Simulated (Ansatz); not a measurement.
# A series in volume scale on Re

Free energy against uniform scaling of the volume at fixed shape and fractions; periodic cell, basis, potentials, k mesh and filling as listed. The results are calculated, by Ansatz 0.2.0.

The cell before it is scaled or strained (space group P6_3/mmc, No. 194):
```
CELL_PARAMETERS angstrom
2.76080 0.00000 0.00000
-1.38040 2.39090 0.00000
0.00000 0.00000 4.45820
ATOMIC_POSITIONS crystal
Re 0.33333 0.66667 0.25000
Re 0.66667 0.33333 0.75000
```

Settings of every row: functional PBE; dispersion none; potentials PAW; wave cutoff 450 eV; density cutoff 1800 eV; k mesh 12x12x7; k shift 0x0x0; occupations cold; smearing width 0.1 eV; spin none.

Limits: coarse k mesh, up to 40 meV an atom off; no spin-orbit coupling, which can matter with elements this heavy.

```csv
row,volume scale,V (Å³/atom),pressure (GPa),energy above lowest point (meV/atom)
1,0.92,13.537,45.26,180.6
2,0.9467,13.93,?,?
3,0.9733,14.321,17.28,30.7
4,1,14.714,6.03,2.5
5,1.0267,15.107,-3.72,0
6,1.0533,15.498,-12.16,19.7
7,1.08,15.891,-19.46,58.6
```

Question: what pressure and energy above lowest point should row 2 give?

Worked fit of pressure. Take u = (V_r/V)^(2/3) − 1 with V_r = 14.91 Å³ an atom, which is twice the finite (Eulerian) strain; such expansions in the strain, on which the Birch-Murnaghan equation of state is built, carry the rest volume and the bulk modulus. The shown rows have u = 0.06652, 0.02723, 0.00886, -0.00871, -0.02546, -0.04159. Least squares give pressure = 0.984 + 554.84 × u + 1574.8 × u² + 1355 × u³ GPa; a parabola predicts inner rows, each left out in turn, worse (root mean square 0.068 against 0.024 GPa). The rows lie off it by 0.00, -0.01, 0.01, 0.01, -0.02, 0.01. The pressure vanishes at u = -0.0018, or V = 14.95 Å³ an atom, and there the bulk modulus at fixed shape and fractions is B = −V dP/dV = (2/3)(1 + u) dP/du = 366 GPa. Letting shape and atoms relax would as a rule lower it, by much in layered, chain or molecular crystals. The withheld row has u = 0.04637, so the fit gives 0.984 + 554.84 × (0.04637) + 1574.8 × (0.04637)² + 1355 × (0.04637)³ = 30.23 GPa.

The calculation gave 30.27 GPa. The fit lies 0.04 GPa (0.062 % of the column's range) below it; its largest miss of a shown row is 0.02 GPa.

Worked fit of energy above lowest point. Take u = (V_r/V)^(2/3) − 1 with V_r = 14.91 Å³ an atom, which is twice the finite (Eulerian) strain; such expansions in the strain, on which the Birch-Murnaghan equation of state is built, carry the rest volume and the bulk modulus. The shown rows have u = 0.06652, 0.02723, 0.00886, -0.00871, -0.02546, -0.04159. Least squares give energy above lowest point = −1.72 + 134 × u + 38519 × u² + 10059 × u³ meV/atom; a parabola predicts inner rows, each left out in turn, worse (root mean square 0.47 against 0.041 meV/atom). All shown rows lie on it to the printed digit. Its lowest point lies at u = -0.0017, or V = 14.95 Å³ an atom, and the curvature there gives the bulk modulus at fixed shape and fractions, B = (4/9)(1 + u)² E″(u)/V = 365 GPa. Letting shape and atoms relax would as a rule lower it, by much in layered, chain or molecular crystals. The withheld row has u = 0.04637, so the fit gives −1.72 + 134 × (0.04637) + 38519 × (0.04637)² + 10059 × (0.04637)³ = 88.3 meV/atom.

The calculation gave 88.6 meV/atom. The fit lies 0.3 meV/atom (0.17 % of the column's range) below it; its largest miss of a shown row is 0.0 meV/atom.
